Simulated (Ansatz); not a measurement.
## A family of molecules: the atomisation energy (no zero-point term)

Gas-phase molecules, one atom swapped for its congeners: C2H8OSi `CO[SiH2]C`; C2H8SeSi `C[SiH2][Se]C`; C2H8SiTe `C[SiH2][Te]C`. The S member is missing. All are singlets with charge 0.

Shapes, held fixed at every level: PBE0-D4/def2-TZVP. Flexible molecules stand in one conformer, not always the lowest. Programs: Ansatz 0.2.0. Values in eV.

How should the atomisation energy change along the series?

At CCSD(T)/def2-TZVPP the atomisation energy falls at every step, from 44.50 to 41.06 eV. Every level shows the same order. For atoms past krypton def2 sets carry core potentials with scalar relativity. Relativity is left out for Se. Outer-core shells of Se, Te are correlated, in sets that cover them unevenly. Spin-orbit coupling, which grows down the group, is left out (summed over each molecule's free atoms 0.04, 0.14, 0.29 eV). Coupled cluster in double- or triple-zeta sets underbinds by a few per cent against its basis-set limit.

| level | C2H8OSi | C2H8SeSi | C2H8SiTe |
| --- | --- | --- | --- |
| PBE-D4/def2-TZVPP | 45.81 | 43.11 | 42.31 |
| BHLYP-D4/def2-TZVPP | 44.56 | 42.06 | 41.26 |
| wB97M-V/def2-TZVPP | 45.61 | 42.81 | 41.95 |
| wB97X-V/def2-TZVPP | 45.63 | 42.95 | 42.12 |
| MP2/def2-SVP | 43.21 | 40.39 | 39.45 |
| CCSD(T)/def2-SVP | 43.06 | 40.42 | 39.53 |
| CCSD(T)/def2-TZVPP | 44.50 | 41.88 | 41.06 |

The loss of binding on descending the chalcogen group comes from the two bonds that change, C–X and Si–X, since the rest of the skeleton stays the same. Oxygen's compact 2p orbitals overlap well with carbon and silicon, and its high electronegativity gives the Si–O bond a strong ionic contribution. Selenium and tellurium bond through more diffuse valence p orbitals and with less polarity, so both links weaken. The drop from O to Se is much larger than that from Se to Te, and although it spans the absent sulfur member, most of it probably falls between O and S, where the valence shell first expands.

Enlarging the basis in CCSD(T) raises all three energies by similar amounts, so the differences along the series are firmer than the absolute values. Spin-orbit stabilisation of the free atoms would steepen the decline rather than reverse it. Total atomisation energies cannot divide the loss between the C–X and Si–X bonds.
